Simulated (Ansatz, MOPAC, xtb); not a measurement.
**A ladder of methods for PN (phosphorus nitride)**

PN, singlet, SMILES `N#P`. Each level relaxes the structure for itself.

Quantity: the equilibrium bond length, in Å. The values are calculated.

**What was measured.** Huber and Herzberg, Constants of Diatomic Molecules gives the equilibrium bond length of the gas as 1.491 Å.

```tsv
level	kind	program	value (Å)	computed − measured
RM1	semi-empirical	MOPAC	1.456	-0.035
MNDOD	semi-empirical	MOPAC	1.440	-0.051
PM7	semi-empirical	MOPAC	1.473	-0.018
GFN2-xTB	semi-empirical	xtb	1.458	-0.033
SVWN5/def2-TZVP	LDA	Ansatz	1.488	-0.003
PBE-D3(BJ)/def2-TZVP	GGA	Ansatz	1.500	+0.009
r2SCAN/def2-TZVP	meta-GGA	Ansatz	1.487	-0.004
B3LYP-D4/def2-TZVP	global hybrid	Ansatz	1.483	-0.008
wB97X-V/def2-TZVP	range-separated hybrid	Ansatz	1.473	-0.018
CCSD(T)/def2-TZVP	coupled cluster or CI	Ansatz	1.502	+0.011
```

Nearest: SVWN5/def2-TZVP (-0.003 Å); farthest: MNDOD (-0.051 Å). Computed less measured by kind, in Å (def2-TZVP rows): semi-empirical -0.051 to -0.018; LDA -0.003; GGA +0.009; meta-GGA -0.004; global hybrid -0.008; range-separated hybrid -0.018; coupled cluster or CI +0.011.

Every level gives the short bond expected of a PN triple bond, one σ and two π components polarised towards nitrogen. The semi-empirical methods all make it too short, whereas the first-principles values scatter on both sides of experiment. Going from PBE-D3(BJ) through B3LYP-D4 to wB97X-V, the bond contracts from 1.500 to 1.473 Å. In a multiple bond, correlation moves electron density into π* orbitals and lengthens the bond, while exact exchange without enough compensating correlation favours a shorter one.

CCSD(T) gives the longest bond, 0.011 Å above the measured value, probably because the triple-zeta basis lacks the tight d and higher angular functions needed for phosphorus and for correlation in the bond. Its larger deviation than SVWN5 is therefore no evidence that the local density approximation describes the bonding better; the near-exact LDA length is best read as a cancellation of errors. Agreement in bond length also says little about the dissociation energy, where LDA typically overbinds strongly.
